**What orders the diamagnetism of seven selenium compounds**

Diamagnetism is the circulation of electrons in a magnetic field, so the naive guess is that the molecule with more electrons is the more diamagnetic. These closed-shell molecules, computed with GIAO B3LYP, do not follow it. The thione C3H2OS2Se has 94 electrons and the weakest susceptibility, $-74.19$, while allylselenophene C7H8Se reaches $-90.20$ with 84 electrons.

Magnetisabilities of seven neutral closed-shell selenium compounds, computed with PySCF 2.14.0 at the GIAO B3LYP/pcSseg-1 level with density fitting, non-relativistic and in the gas phase, for one GFN2-xTB conformer each. Magnetisability and molar susceptibility are isotropic means; the anisotropy is the root of half the summed squared differences of the principal values.

```csv
system,formula,magnetisability (1e-30 J/T^2),magnetisability anisotropy (1e-30 J/T^2),susceptibility (1e-6 cm^3/mol)
CC1=C(C)C[PH](=[Se])C1,C6H11PSe,-1767.3,133.3,-106.43
C=C(C[SeH])[Se]C,C4H8Se2,-1616.2,272.0,-97.33
C[SiH2][Se]C1COC1,C4H10OSeSi,-1516.5,291.0,-91.33
Cc1c[se]c(C(=O)O)c1,C6H6O2Se,-1507.9,797.4,-90.81
[GeH3][C@H]1C=CC[Se]1,C4H8GeSe,-1506.7,139.8,-90.73
C=CCc1ccc[se]1,C7H8Se,-1497.9,708.0,-90.20
Oc1c[se]c(=S)s1,C3H2OS2Se,-1231.9,178.8,-74.19
```

The magnetisability $\xi$ is the mean of three principal values $\xi_1,\xi_2,\xi_3$. The susceptibility $\chi=N_A\mu_0\xi/4\pi$ is the same quantity in molar units, $0.0602\,\xi$ in the units of the table, and is quoted below in $10^{-6}$ cm³/mol. The anisotropy is $[\tfrac12\sum_{i<j}(\xi_i-\xi_j)^2]^{1/2}$, an unsigned number in the units of $\xi$.

**Counting electrons.** In the limit of a free closed-shell atom, with the origin at the nucleus, the paramagnetic term vanishes and the Langevin formula remains:

$$\xi=-\frac{e^2}{6m_e}\sum_i\langle r_i^2\rangle .$$

Each electron is weighted by the area of its orbit, so the compact core shells of Se or Ge add many electrons and little $\langle r^2\rangle$. The numbers agree that counting fails: a straight line in the electron number has $r=0.25$ and leaves an rms error of 8.66, against a scatter of 8.94 about the mean. Much of that failure comes from the thione: without it $r$ rises to 0.47.

**The orbital gap.** A molecule also has a positive paramagnetic term with excitation energies in the denominator, so a small gap should weaken the net diamagnetism, provided the field couples the orbitals on either side of it. The thione fits, having both the smallest Kohn-Sham gap in the same calculations, 3.79 eV, and the smallest $|\chi|$. Over all seven rows the correlation of gap and $|\chi|$ is 0.74, but it drops to 0.12 without the thione. The gap therefore does not order the other six, and whether it plays a part in the thione these data leave undecided.

**Adding atoms.** The second limit is a set of closed-shell atoms far apart, for which $\xi$ is exactly the sum of the atomic values. About a common origin each atom at distance $R$ adds a term in $R^2$ to the Langevin sum, and the paramagnetic term cancels it, because the electrons circulate about their own nucleus. Real molecules show this large cancellation: the net $\chi$ is 6 to 8 % of the diamagnetic term taken about the centre of mass. For localised electrons theory thus argues for approximate additivity over atoms and bonds, and the crudest test supports it. A line in the number of atoms gives $r=0.87$, falling to 0.61 without the thione, which on six rows is not decisively better than the electron count. Its extremes are right: the phosphine selenide has the most atoms and the thione the fewest.

**The ring on top.** The third limit is a closed shell of $N=4n+2$ electrons free to move on a loop of radius $a$. They give $-Ne^2a^2/4m_e$ for a field along the normal and nothing in the plane, so one principal value grows by an excess $\Delta$ and the mean by $\Delta/3$. The two selenophenes have this signature, with $\Delta=791$ for the acid and 688 for the allyl compound, against 99 to 260 in the other rows. The rotational constants show the acid to have a nearly flat frame with the strong axis along its normal; for the non-flat allyl compound that direction is inferred. The ring current is the standard explanation, though no current density was examined and local $\pi$ bonds contribute too.

The thione is a partial control, since it also differs in its C=S group and ring sulfur. It is flat and conjugated, its strongest axis is the normal, and yet its excess is just 179. Removing $\Delta/3$ brings the selenophenes down to $|\chi|=74.9$ and 76.4, not far above the thione treated the same way, 70.6. In the average over axes, then, the excess is what keeps them in the middle group. A stronger response along the normal and a weaker one in the plane would both produce it, however, and the tensor alone does not separate the two.

**The model.** With rough recalled Pascal magnitudes (H 2.9, C 6.0, O 4.6, Si 13, S 15, Se 23, P 26),

$$|\chi|=\sum_A n_A\chi_A-5.5\,n_{\mathrm{C=C}}+\Lambda\,n_{\mathrm{ring}},$$

where double bonds are counted in the Kekulé structure and $n_{\mathrm{ring}}$ counts selenophene rings only. Only $\Lambda$ was fitted, as the mean shortfall of the two selenophenes. The model was held against six rows; the germyl row was set aside because no Ge increment was assumed. For allylselenophene, one of the two fitted rows,

$$7(6.0)+8(2.9)+23-3(5.5)=71.7,\qquad 90.2-71.7=18.5,\qquad 0.0602\times 688/3=13.8 .$$

The shortfall and the tensor estimate agree in sign and rough size, but this is a consistency check and no proof. It depends on the recalled C=C correction: against the bare atom sum the shortfalls are only 5.2 for the acid and 2.0 for the allyl compound, and with the correction but no ring term the rms error is 11.03, worse than the scatter of 9.65. The small final residuals of the two fitted rows are largely built in. The fitted $\Lambda=17.4$ exceeds the mean tensor value 14.8, and more so the 11.3 left after subtracting the mean excess of the non-aromatic rows. $\Lambda$ also trades against the C=C correction, so it should not be read as a measured ring current.

The model is modest. Its rms error on six rows is 4.6, half their scatter and only somewhat better than the bare atom sum at 6.0; the analysis below lists every residual. It underestimates the Se2 compound by about 10 % of the computed $|\chi|$ and overestimates the phosphine selenide by about 5 %. A larger Se increment would mend the first misfit but worsen the other three non-aromatic rows tested, which are already overestimated, so its cause stays open. P, Si and S each occur in one row, and no corrections for P=Se, C=O, C=S or the oxetane ring were applied, so those increments are untested.

**In practice.** An atom sum is a fair first estimate of $|\chi|$, good to roughly 10 % on these six rows, with hydrogens counting far more per electron than Se. The anisotropy does set the two selenophenes apart here, at 797.4 and 708.0, but it is unsigned and names no axis: the silyl oxetane, next at 291.0, has no aromatic ring, and its strong axis lies close to the long molecular axis. The principal values and their directions show that difference. The four middle rows span 1.2 % of their mean, and with a double-zeta basis, one conformer on a GFN2-xTB geometry and no vibrational averaging their order is unresolved. The calculation is non-relativistic, without scalar or spin-orbit terms, which bears first on whatever is assigned to Se and Ge, by an amount not quantified here.

Numerical output:

```
chi/xi factor 0.06022; max deviation 0.0056; table rounding of chi 0.005 (1e-6 cm3/mol)
middle four rows span 18.6 (1e-30 J/T2) = 1.2 %; largest/smallest |chi| 1.43
row: electrons, atoms, gap eV, |chi|, |chi| per electron, net as % of centre-of-mass dia term
 C6H11PSe     96  19  5.60  106.43  1.11   6.1
 C4H8Se2     100  14  5.18   97.33  0.97   7.0
 C4H10OSeSi   90  17  5.94   91.33  1.01   6.7
 C6H6O2Se     92  15  4.92   90.81  0.99   6.9
 C4H8GeSe     98  14  5.37   90.73  0.93   8.3
 C7H8Se       84  16  5.55   90.20  1.07   7.7
 C3H2OS2Se    94   9  3.79   74.19  0.79   6.5
straight lines |chi| = a + b x (7 rows); rms about the mean 8.94
 electrons: b 0.44, r 0.25, rms 8.66, leave-one-out 10.77, worst C3H2OS2Se -17.6, r without thione 0.47
 gap eV: b 10.22, r 0.74, rms 6.04, leave-one-out 9.98, worst C6H11PSe +10.7, r without thione 0.12
 atoms: b 2.67, r 0.87, rms 4.48, leave-one-out 6.19, worst C4H8Se2 +8.0, r without thione 0.61
Pascal (1e-6 cm3/mol): atom sum, with C=C; |chi| minus atom sum, with C=C, with ring; last in %
 C6H11PSe     116.9  111.4  -10.5   -5.0   -5.0   -4.7
 C4H8Se2       93.2   87.7   +4.1   +9.6   +9.6   +9.9
 C4H10OSeSi    93.6   93.6   -2.3   -2.3   -2.3   -2.5
 C6H6O2Se      85.6   74.6   +5.2  +16.2   -1.1   -1.3
 C7H8Se        88.2   71.7   +2.0  +18.5   +1.1   +1.3
 C3H2OS2Se     81.4   75.9   -7.2   -1.7   -1.7   -2.3
fitted ring term 17.4; Ge row not fitted (no recalled value), implied Ge increment 26.0
rms on 6 rows: mean 9.65, atom sum 5.99, with C=C 11.03, with ring 4.62
r with |chi| on 6 rows: atom sum 0.86, full model 0.90
row: anisotropy, mean of two weaker axes, excess of strongest, excess/3 (1e-30 J/T2);
 excess/3 in chi units, inertial defect u A2, strongest inertial axis, its share of strongest value
 C6H11PSe     133.3   -1734    99    33   2.0   -40.0  c  0.999
 C4H8Se2      272.0   -1529   260    87   5.2   -88.0  c  0.946
 C4H10OSeSi   291.0   -1439   234    78   4.7   -68.8  a  0.998
 C6H6O2Se     797.4   -1244   791   264  15.9    -3.1  c  1.000
 C4H8GeSe     139.8   -1466   123    41   2.5   -64.9  a  0.984
 C7H8Se       708.0   -1268   688   229  13.8   -55.2  c  0.957
 C3H2OS2Se    178.8   -1172   179    60   3.6     0.0  c  1.000
anisotropy rebuilt from principal values: max deviation 0.05 (rounding 0.05)
smallest selenophene anisotropy / largest other 2.43; r(anisotropy,|chi|) -0.08
other five rows: excess 99 to 260, mean 179 (1e-30 J/T2)
selenophene excess/3 in chi units: mean 14.8, less mean of other rows 11.3; fitted ring term 17.4
|chi| less excess/3: C6H6O2Se 74.9, C7H8Se 76.4, C3H2OS2Se 70.6
```
